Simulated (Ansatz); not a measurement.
# Ligand exchange: GeH2(CH3)Br + C2H4S → GeH2(CH3)(SH) + C2H3Br

Species: GeH2(CH3)Br, singlet; C2H4S `C=CS`, singlet; GeH2(CH3)(SH), singlet; C2H3Br (vinyl bromide) `C=CBr`, singlet. The partners trade Br for SH: Ge–Br and C–SH bonds give way to Ge–SH and C–Br.

Shapes, held fixed at every level: PBE0-D4/def2-TZVP. Flexible molecules stand in one conformer, not always the lowest. Programs: Ansatz 0.2.0. Electronic energies: no zero-point or thermal term.

Q: Estimate ΔE of this reaction.

A: The highest level, CCSD(T)/def2-TZVPP, gives ΔE = +46.8 kJ/mol; the levels span +46.8 to +52.5. The column of differences is taken from that level and isn't an error. No measured value is set beside it here. Relativity is left out for Br, Ge unless named. Correlated rows may include outer-core shells of Br, Ge, which these sets cover unevenly. Times are processor times on shared x86 and Arm servers, and rough.

```csv
level,kind,ΔE (kJ/mol),less CCSD(T)/def2-TZVPP,CPU time (sum over the molecules)
PBE-D4/def2-TZVPP,GGA,+49.9,+3.1,17 s
B3LYP-D4/def2-TZVPP,global hybrid,+52.3,+5.5,30 s
PBE0-D4/def2-TZVPP,global hybrid,+52.5,+5.7,22 s
wB97X-V/def2-TZVPP,range-separated hybrid,+52.1,+5.3,55 s
MP2/def2-TZVPP,perturbation theory,+47.8,+1.0,–
CCSD/def2-TZVPP,coupled cluster or CI,+48.2,+1.4,–
CCSD(T)/def2-TZVPP,coupled cluster or CI,+46.8,0.0,6.9 min
```

The exchange is clearly uphill at every level, so bromine on germanium and SH on the vinyl carbon is the preferred pairing. The main reason is probably bond polarity: germanium is more electropositive than carbon and gains more from binding bromine, which is more electronegative than sulfur. Conjugation should act in the same direction, since a sulfur lone pair donates into the C=C π system more effectively than a bromine lone pair, and this stabilisation is partly lost when vinyl bromide forms.

The wavefunction methods lie close together, with the triples contribution lowering the CCSD value only from +48.2 to +46.8 kJ/mol. All four functionals give a more endothermic exchange, PBE least so, perhaps because errors for the polar Ge–Br and Ge–S bonds cancel incompletely against those for the carbon bonds. These differences are small beside the reaction energy and leave its sign secure, but they don't separate the polarity and conjugation contributions. The energies also say nothing about the barrier to exchange in either direction.
